For SiF₄, PBE comes within 3 kJ/mol of the measured atomization energy, while RCCSD(T), a far better founded method, falls 82 kJ/mol short. That is still no reason to prefer PBE, because revPBE, which alters only its exchange part, binds the molecule 105 kJ/mol more weakly. The shortfall of RCCSD(T) most probably comes from the basis set, so a larger basis is a better investment than a higher level.

Atomization energy of SiF₄ (neutral singlet), computed with Ansatz 0.2.0 at the listed levels in the cc-pV(T+d)Z basis, at the MP2(full)/6-31G* geometry and without relativity. Core electrons are frozen in the MP2 and coupled-cluster correlation. The measured value, 2397.9 kJ/mol, excludes zero-point and thermal terms.

```tsv
level	computed less measured atomization energy (kJ/mol)	rough wall time (s)
RHF	-623.7	3
RMP2	54.1	n/a
RCCSD	-121.2	n/a
RCCSD(T)	-82.2	n/a
BCCD(T)	-80.6	10
SPW92	345.9	10
PBE	2.9	8
BLYP	-42.6	8
revPBE	-102.1	8
r2SCAN	-18.2	n/a
B97M-V	-21.8	6
PBE0	-79.5	n/a
B3LYP	-68.4	10
r2SCANh	-50.7	20
r2SCAN0	-97.8	20
BHLYP	-168.0	10
CAM-B3LYP	-18.7	9
wB97X-V	-22.7	10
wB97M-V	-16.6	n/a
HSE06	-77.1	8
B2PLYP	-43.7	10
PBE-QIDH	-60.6	6
RPA-PBE	-271.2	6
```

### How much accuracy a purpose needs

An error of 4 kJ/mol in a reaction energy changes an equilibrium constant at room temperature by a factor of about five, since $e^{4/2.5}\approx 5$. Against that scale the steps between levels are large. Electron correlation is worth hundreds of kJ/mol here, the choice of functional tens to hundreds, and the triples correction about forty. Only PBE meets the 4 kJ/mol mark, and six levels lie within 25 kJ/mol, about one per cent of the binding.

### The wave-function levels

Hartree–Fock (RHF) gives about three quarters of the measured binding. It treats each electron in the average field of the others and so lacks correlation, the energy that electrons gain by avoiding one another. The molecule has more closely paired electrons than the separate atoms and gains more from it. Leaving correlation out therefore weakens the binding.

Second-order perturbation theory (RMP2) swings to the other side and overbinds by 54 kJ/mol. The cause is found in the atoms. Going from MP2 to CCSD(T) lowers the energy of the molecule by 76 kJ/mol, but that of the five atoms by 212 kJ/mol. The second number follows by subtraction, provided that both levels start from the same Hartree–Fock atoms. MP2 thus leaves the atoms too high relative to CCSD(T), which makes the molecule look too stable.

Coupled cluster then settles down. The triples correction, the "(T)", adds 39 kJ/mol to the binding, and the change to Brueckner orbitals in BCCD(T) adds only 2 more. The molecule is well described by one determinant, so still higher excitations should matter much less than the 82 kJ/mol that remain. Two smaller omissions don't close the gap either: spin-orbit coupling in the atoms would widen it by roughly 8 kJ/mol, and a relaxed molecular shape would give back about 3. The frozen cores and the neglect of scalar relativity should also count for far less than the gap.

This leaves the basis as the main suspect, though a single basis can't put it to the test. A triple-zeta set describes the close approach of two electrons incompletely, and this costs the molecule more than the atoms. The set also has no diffuse functions, which the electron-rich fluorine atoms in a polar bond need. That second defect affects Hartree–Fock and the functionals as well, so the close agreement of PBE may not survive a better basis.

### The functionals

The local density approximation (SPW92) overbinds by 346 kJ/mol, and the gradient correction in PBE removes almost all of this. Density gradients are stronger in free atoms than in the molecule, so a gradient correction stabilizes the atoms more. revPBE strengthens the correction in exchange and ends 102 kJ/mol too low. PBE's small error is therefore a balance between large terms.

Hybrid functionals replace a fraction $a$ of this approximate exchange by exact exchange. If the orbitals are held fixed, the energy of every atom and molecule is linear in $a$, and so is the atomization energy $D$:

$$D(a)=D(0)+a\,\left(D_x^{\text{exact}}-D_x^{\text{approx}}\right)$$

Here $D_x$ is the contribution of exchange to the binding. Approximate exchange imitates part of the correlation in a bond and binds more strongly than exact exchange. The bracket is then negative, and a larger fraction means weaker binding.

The slope can be taken from one pair of functionals and tried on another. From PBE to PBE0, which has 25 % exact exchange, the error moves from 2.9 to −79.5 kJ/mol, or −3.3 kJ/mol per percentage point. Starting from r2SCAN at −18.2 kJ/mol, the same slope predicts $-18.2-25\times3.3\approx-101$ kJ/mol for r2SCAN0. The computed error, which played no part in setting the slope, is −98 kJ/mol.

The same slope fails for BHLYP, with 50 % exact exchange, where it predicts 39 kJ/mol too little binding. The formula shows why it can fail: the slope depends on which approximate exchange is replaced, and BLYP uses a different one from PBE. So does r2SCAN, which means that the good match there was not guaranteed. The direction is safer than the size: from PBE to PBE0, from r2SCAN through r2SCANh to r2SCAN0, and from BLYP to BHLYP, more exact exchange weakens the binding. Where the approximate part is redesigned as well, even the direction can fail. CAM-B3LYP, for example, contains more exact exchange than B3LYP at long range, yet binds 50 kJ/mol more strongly. Its approximate exchange has been changed too, so the two don't differ in the exact part alone.

A more elaborate functional is not automatically closer. The random phase approximation (RPA-PBE) underbinds by 271 kJ/mol, in line with its known tendency to bind molecules too weakly, and the small basis probably adds to this. The double hybrids B2PLYP and PBE-QIDH, which include a perturbative correlation term, are 44 and 61 kJ/mol too low. That term suffers from the small basis in the same way as MP2.

### What to choose, and what it costs

Besides PBE, five functionals come within about one per cent here: r2SCAN, B97M-V, CAM-B3LYP, ωB97X-V and ωB97M-V. They are reasonable candidates for a quick estimate, but one molecule in one basis can't show that they do as well elsewhere. Differences of a few kJ/mol among them shouldn't be used for ranking. Comparing two or three of them on a new molecule gives a first idea of how far a result depends on the choice, though functionals picked for agreeing here may understate it. Their agreement would still not exclude an error that they share, such as that of the basis.

For an accuracy of a few kJ/mol, the sensible route is RCCSD(T) in larger basis sets with diffuse functions, followed by the small corrections for spin-orbit coupling, relativity and core electrons. Much of this effort can often be avoided by using a reaction that keeps the number of Si–F bonds. The RCCSD(T) error amounts to about 21 kJ/mol per bond, and much of it should then cancel. Atomization breaks every bond and is a much harder test.

The wall times, from 3 to 20 s on shared machines, don't separate the levels for so small a molecule. Scaling is the better guide. A step from triple- to quadruple-zeta makes the coupled-cluster work about 14 times larger, and a molecule twice as large needs about $2^7=128$ times the work for RCCSD(T). For ordinary functionals, doubling the molecule costs roughly a factor of ten.

Silane, SiH₄, would be a milder case. It has no lone pairs and far fewer valence electrons, so both the basis error and the spread between functionals should be smaller. The tetrafluoride is demanding because four electron-rich atoms change their surroundings at once. The printed output after this section gives the steps between levels and the three trials of the PBE slope.

The analysis program printed:

```
RHF share of the measured binding, percent: 73.99
step RHF to RMP2, kJ/mol: 677.8
step RMP2 to RCCSD, kJ/mol: -175.3
step RCCSD to RCCSD(T), kJ/mol: 39
step RCCSD(T) to BCCD(T), kJ/mol: 1.6
RCCSD(T) miss per Si-F bond, kJ/mol: -20.55
RCCSD(T) miss, percent of measured binding: -3.428
molecule: CCSD(T) energy below MP2, kJ/mol: 75.9
five atoms: CCSD(T) energy below MP2, by subtraction, kJ/mol: 212.2
triples correction in the molecule, kJ/mol: 83.2
triples correction in the five atoms, by subtraction, kJ/mol: 44.2
rough overbinding from missing atomic spin-orbit coupling, kJ/mol: 8.174
rough binding lost by the fixed shape at CCSD(T), kJ/mol: 2.848
RCCSD(T) miss after these two rough corrections, kJ/mol: -87.53
step SPW92 to PBE, kJ/mol: -343
step PBE to revPBE, kJ/mol: -105
PBE to PBE0 slope, kJ/mol per percentage point of exact exchange: -3.296
BLYP to BHLYP slope, kJ/mol per percentage point of exact exchange: -2.508
r2SCANh (10 percent): PBE slope model less computed, kJ/mol: -0.46
r2SCAN0 (25 percent): PBE slope model less computed, kJ/mol: -2.8
BHLYP (50 percent): PBE slope model less computed, kJ/mol: -39.4
step B3LYP to CAM-B3LYP, kJ/mol: 49.7
number of levels within 4 kJ/mol of measured: 1
number of levels within 25 kJ/mol of measured: 6
coupled-cluster work, quadruple-zeta over triple-zeta, scaling estimate: 13.96
CCSD(T) work for a molecule twice as large, scaling estimate: 128
```
